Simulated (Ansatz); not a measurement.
All numbers below come from DFT PBE, scalar-relativistic, plane waves, PAW in Ansatz 0.2.0. Settings: cutoff 420 eV, Γ-centred meshes spaced at most about 0.3 Å⁻¹, and about 0.25 Å⁻¹ or finer for metals (2π included), Gaussian smearing. No spin polarisation in the final relaxations.

All energies are static (0 K, no zero-point motion).

Two relaxed structures of In4Sb3As:

A.

```
In Sb As
1.0
     4.61669    0.00000    0.00000
     0.00000    4.61669    0.00000
     0.00000    0.00000   13.02961
In Sb As
4 3 1
Direct
  0.50000 0.00000 0.87068
  0.00000 0.50000 0.12932
  0.50000 0.00000 0.38731
  0.00000 0.50000 0.61269
  0.00000 0.00000 0.00000
  0.50000 0.50000 0.25823
  0.50000 0.50000 0.74177
  0.00000 0.00000 0.50000
```

B.

```
In Sb As
1.0
     4.60436    0.00000    0.00000
    -2.30218    3.98750    0.00000
     0.00000    0.00000   15.14358
In Sb As
4 3 1
Cartesian
  2.3022 1.3292 3.7450
  2.3022 1.3292 11.5141
  0.0000 2.6583 14.9933
  0.0000 2.6583 7.6294
  2.3022 1.3292 6.6195
  0.0000 2.6583 2.7382
  0.0000 2.6583 10.4998
  2.3022 1.3292 14.2080
```

Task: Which would you expect to be lower, and how large is the difference?

Result: A is lower, by 13 meV/atom. A has Sb and As ordered on zinc blende sites, space group P-4m2 (No. 115), 34.7 Å³/atom and no gap on its mesh; B has Sb and As ordered on wurtzite sites, space group P3m1 (No. 156), 34.8 Å³/atom and no gap. Counting As or Sb atoms around In (for each partner element, those within 1.25 times its shortest distance or 1.15 times the sum of covalent radii, where it is the nearest in units of that sum or under 1.3), A and B both have In 4. Both come from invented guesses.

These runs have no spin–orbit coupling, which can matter for Sb. The zero gap of P-4m2, P3m1 may come from the functional, which often closes small gaps. Cells relaxed within their symmetry can be saddle points.

The zinc blende arrangement is favoured by 13 meV/atom, as expected for an alloy of InSb and InAs, which both adopt that structure. Both candidates keep In fourfold coordinated and have nearly equal volumes, so the preference probably comes from beyond the first shell. Wurtzite has eclipsed bonds along its axis, which bring unlike atoms closer at third-neighbour range. That pays off in strongly ionic compounds, but less so here, where the electronegativity difference is small and bonding largely covalent.

The difference is not a pure stacking energy, however. In A, the In atoms next to As bind two As and two Sb; in B, some bind three As and one Sb, so bond-length mismatch is accommodated differently. The missing gap conflicts with the semiconducting nature of both parent compounds and probably reflects an s-like conduction edge placed too low against the anion p states. The comparison does not show whether either ordered alloy resists separation into InSb and InAs.
